# Five lattice vibrations of silicon without their names

## The problem

A crystal vibrates in waves. The wave vector, listed as "mode q point", tells how the motion changes from one cell to the next; X, U, K, L and W are special wave vectors on the boundary of the zone of distinct waves. Silicon has two atoms per cell, hence six vibrations at each wave vector. The "mode branch" numbers them from the lowest frequency to the highest, and it is a rank, not a description of the motion.

Harmonic phonon frequencies of diamond-structure silicon, computed with Ansatz 0.2.0 using PBE, scalar-relativistic PAW, a plane-wave cutoff of 420 eV and a 12x12x12 k mesh. Force constants come from linear response on a 4x4x4 q mesh and are interpolated to q points off that mesh. Branches are numbered from the lowest frequency up at each q point. Candidates: 17, 18, 23, 28, 15.

```tsv
row	mode phonon frequency (cm^-1)	mode branch
A	464.4	6
B	344.6	4
C	446.3	5
D	352.8	3
E	476.7	5
```

Three of the candidates belong to K: row 15 is branch 3, row 17 is branch 5 and row 18 is branch 6. Row 23 is branch 5 at L, and row 28 is branch 4 at W. The branch column would already give some of the letters away, so it is set aside until the end. The reasoning uses only the frequencies of the lettered rows, together with a few modes whose names are known. The question is which letter belongs to which candidate, and what puts each frequency where it is.

## Three limiting motions

Silicon consists of two interlocking sublattices, and the four nearest neighbours of each atom lie on the other one. Let all atoms first move in unison. No bond changes, nothing pulls back, and the frequency is zero.

Now let the two sublattices move rigidly against each other. Each atom moves opposite to all four of its neighbours, and the restoring force is at its greatest. This is the optical vibration at the zone centre, which the same calculation puts at 502.6 cm$^{-1}$; call it $\omega_0$.

In the third limit one sublattice vibrates in such a pattern that its pulls on each atom of the other cancel. The other sublattice then stays at rest, and a moving atom feels only the spring that ties it to resting neighbours. That spring is half as stiff as in the second limit, so the frequency is $\omega_0/\sqrt{2}$.

## The mirror rule

The three limits are cases of one formula. Let $M$ be the mass of an atom, $s$ the stiffness it feels when all others are held still, and $c$ the coupling to the other sublattice. Suppose that forces act only between atoms of different sublattices. For displacements $u_1$ and $u_2$ of the two atoms, along suitably chosen directions,

$$M\omega^2 u_1 = s\,u_1 - c\,u_2, \qquad M\omega^2 u_2 = s\,u_2 - c\,u_1 .$$

The atoms move either with each other or against each other, which gives $M\omega^2 = s - c$ and $M\omega^2 = s + c$. The coupling $c$ changes with the wave vector. The stiffness $s$ does not, and the tetrahedral surroundings make it equal in all directions. In the sum of the two solutions $c$ drops out, and the zone centre, where $c = s$, fixes what remains:

$$\omega_{\text{low}}^2 + \omega_{\text{high}}^2 = \omega_0^2 .$$

Each wave vector has three such pairs. The squared frequencies therefore lie like an object and its image about the centre $\omega_0^2/2$: branch 1 pairs with branch 6, 2 with 5, and 3 with 4. What the coupling takes from one partner it gives to the other, so a soft low mode implies a stiff high one.

## Why the branches keep to the floor and the ceiling

Consider a silicon whose bonds resist stretching but not a change of the angle between them. A cell has four bonds and six coordinates, so at every wave vector at least two motions leave all bond lengths as they are. Those two have zero frequency, and by the mirror rule two others must then sit at $\omega_0$.

Real silicon also resists bending, though much less than stretching. The two lowest branches therefore rise from the floor, and the two highest come down from the ceiling. In the calculation the former lie between 111 and 204 cm$^{-1}$ at the five boundary points, and the latter between 446 and 477 cm$^{-1}$. The lettered rows A, C and E fall in this upper band, while B and D lie near the mirror centre.

## One estimate in full

Take branch 5 at L. Its partner is branch 2 at the same point, a known mode at 111.2 cm$^{-1}$. The rule gives

$$\omega = \sqrt{502.6^2 - 111.2^2}\ \text{cm}^{-1} \approx 490\ \text{cm}^{-1}.$$

The only input besides the partner is $\omega_0$, and no constant was adjusted to the boundary modes. Since no known partner at K is as soft as this one, L should own the highest of the five frequencies, which is E.

The other two high candidates follow in the same way. At K, branch 1 lies at 155.7 and branch 2 at 203.7 cm$^{-1}$, so their partners, branches 6 and 5, should lie near 478 and 459 cm$^{-1}$. In order of frequency this makes C branch 5 at K and A branch 6 at K.

For W the six modes form three pairs of equal frequency. The mirror exchanges the lowest pair with the highest, so the middle pair must be its own image and lie at $\omega_0/\sqrt{2}$, or 355 cm$^{-1}$. This is the third limiting motion. Branch 3 at K, computed from its known partner at 362.5 cm$^{-1}$, should come at 348 cm$^{-1}$.

## What the rule can decide

The division into two groups is safe. To exchange a member of the lower group with one of the upper, the rule would have to err by about 90 cm$^{-1}$ or more. It does err that much in one place: at X it puts branch 4, computed from branch 3, 98 cm$^{-1}$ too low. Here, however, rank alone confirms the division. Branches 5 and 6 at K cannot lie below branch 4 there, a known mode at 362.5 cm$^{-1}$, and branch 5 at L cannot lie below branch 4 there, at 399.2 cm$^{-1}$. Only A, C and E are high enough.

The order within the upper group is likely but not certain. A and E are only 12 cm$^{-1}$ apart, and the rule overestimates the highest pair at X by 35 cm$^{-1}$. Matching each prediction to the nearest frequency would even mislead: the 478 cm$^{-1}$ expected for branch 6 at K almost coincides with E. The order deserves more trust than the values, because a general overestimate leaves it unchanged.

Between B and D the rule has no useful vote. It places the K mode 7 cm$^{-1}$ below the W mode, which would make B the K mode and D the W mode. So small a difference is well within its errors, and as long as the branch column is set aside, the rule leaves this pair ambiguous.

## Symmetry settles the rest

Some modes must have exactly equal frequencies, whatever the forces are. The points K and U look different on a drawing of the zone, but a symmetry operation of the crystal and a shift by a reciprocal lattice vector turn one into the other. Their six frequencies must agree branch by branch. Branches 3, 5 and 6 at U lie at 352.8, 446.3 and 464.4 cm$^{-1}$, which identifies D, C and A.

At L the wave runs along a threefold axis, so the two directions across it are equivalent. Branches 5 and 6 there are the two transverse optical vibrations and must coincide. Branch 6 lies at 476.7 cm$^{-1}$, the frequency of E.

At W the symmetry of the diamond structure joins the modes in pairs. Branch 3 has 344.6 cm$^{-1}$, so branch 4 is B. With these twins all five assignments are sure, and the order that the mirror rule suggested for B and D turns out to be wrong. The branch column, set aside until now, agrees. By itself it fixes A, B and D, the only letters with branches 6, 4 and 3, and leaves just C and E to be told apart.

## The labels

A is row 18, B is row 28, C is row 17, D is row 15 and E is row 23.

The rows with their labels:

```tsv
row	mode phonon frequency (cm^-1)	mode q point	mode branch
1	146.4	X	1
2	146.4	X	2
3	400.8	X	3
4	400.8	X	4
5	446.1	X	5
6	446.1	X	6
7	155.7	U	1
8	203.7	U	2
9	352.8	U	3
10	362.5	U	4
11	446.3	U	5
12	464.4	U	6
13	155.7	K	1
14	203.7	K	2
15	352.8	K	3
16	362.5	K	4
17	446.3	K	5
18	464.4	K	6
19	111.2	L	1
20	111.2	L	2
21	370.0	L	3
22	399.2	L	4
23	476.7	L	5
24	476.7	L	6
25	200.5	W	1
26	200.5	W	2
27	344.6	W	3
28	344.6	W	4
29	452.4	W	5
30	452.4	W	6
```

The agreement of K with U is a consequence of symmetry and adds no second test of the physics. The frequencies at these two points are interpolated, whereas X, L and W belong to the mesh on which the vibrations were calculated directly. PBE tends to make silicon slightly too large and its vibrations slightly too soft. This hardly touches the identification, because $\omega_0$ and the boundary modes come from the same calculation.

## Where the mirror is bent

The table shows the soft partner and the stiff partner together at L, which has both the lowest and the highest frequency of all rows. The longitudinal pair at L does not obey the rule so well: from the lower member at 370.0 cm$^{-1}$ the upper one is expected at 340 cm$^{-1}$, but it lies at 399.2 cm$^{-1}$. At X the rule does worse still. The longitudinal acoustic and optical vibrations meet there at 400.8 cm$^{-1}$, so both partners lie well above the mirror centre of 355 cm$^{-1}$, and the rule puts one of them 98 cm$^{-1}$ too low when it starts from the other.

The derivation tells where to look for the reason. Its one simplification was to ignore forces between atoms of the same sublattice. Such forces make the stiffness $s$ depend on the wave vector and on the direction of motion, and then the pairs no longer share one centre. Bond bending is a plausible source: an angle involves a central atom and two outer ones, and the two outer atoms belong to the same sublattice. The calculated forces were not separated by kind, so the share of bending remains untested.

At X the effect works in opposite senses. The sum of squares is 27% above $\omega_0^2$ for the longitudinal pair and 13% below it for each of the two transverse pairs. Over all six modes these shifts nearly cancel, and the total stays within 1% of its zone-centre value.

At the other points the total departs from the zone-centre value by at most about 4%. The shifts don't always cancel, though: at W all three pairs fall below $\omega_0^2$. For anyone who receives a list of silicon frequencies, the total offers a quick check: add the six squares at each boundary point and compare the sum with $3\omega_0^2$. A much larger departure suggests a wrong label or a faulty force model. The check can't reveal two labels exchanged within one point, since the sum doesn't depend on their order. It also misses an exchange between two points when the frequencies are as close as those of A and E.

## Beside a compound of the same shape

Silicon carbide in its cubic form has the same network, but one sublattice is light and the other heavy. In the third limiting motion either the light atoms vibrate alone or the heavy ones do. In silicon these two motions have the same frequency and form the middle pair at W. In the compound the light atoms vibrate faster, and the pair splits.

The sum rule itself survives unequal masses, because the coupling still drops out when the two solutions are added. What changes is the region around the centre, where a gap opens between the partners. The atoms of the compound also carry charge. This adds long-range forces within each sublattice and splits the optical vibration at the zone centre, so the rule no longer has a single $\omega_0$ to start from.
